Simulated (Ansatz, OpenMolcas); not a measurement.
# CH8Si2 (SMILES [SiH3]C[SiH3]): the highest harmonic wavenumber at each level's own minimum, rung by rung

CH8Si2, singlet, SMILES `[SiH3]C[SiH3]`. Each level relaxes the structure for itself.

Each level gives the highest harmonic wavenumber at each level's own minimum (cm⁻¹). The values are calculated.

```
                             level                 kind     program  value (cm⁻¹)
                         HF/STO-3G         Hartree–Fock      Ansatz          3715
                          HF/3-21G         Hartree–Fock  OpenMolcas          3237
   HF/6-31G* (Cartesian functions)         Hartree–Fock  OpenMolcas          3230
                      PBE/def2-SVP                  GGA      Ansatz          3048
B3LYP/6-31G* (Cartesian functions)        global hybrid      Ansatz          3094
                 PBE0-D4/def2-TZVP        global hybrid      Ansatz          3112
  MP2/6-31G* (Cartesian functions)  perturbation theory      Ansatz          3168
```

Harmonic and unscaled. The values span 3048 to 3715 cm⁻¹. Without the sets that lack polarisation functions the rows with a basis span only 3048 to 3230 cm⁻¹.

The highest mode is almost certainly the antisymmetric CH2 stretch, since Si–H bonds are weaker and vibrate at much lower wavenumbers. The outlier is HF/STO-3G at 3715 cm⁻¹: a minimal basis gives the valence shell no radial freedom to adjust as the C–H bond stretches, so the potential is too stiff. Splitting the valence shell removes most of this error. HF/3-21G already lies close to HF/6-31G*, so the missing polarisation functions are not the main cause.

With the 6-31G* basis held fixed, the value falls from 3230 cm⁻¹ with Hartree–Fock to 3168 with MP2 and 3094 with B3LYP. Correlation mixes in antibonding character and softens the bond, which Hartree–Fock leaves too rigid. PBE gives the lowest value, in keeping with the usual tendency of GGAs to make X–H bonds slightly too long and soft, though its different basis may contribute to the gap from the hybrids. Agreement on this localised stretch says little about the Si–C–Si bend or the silyl torsions.
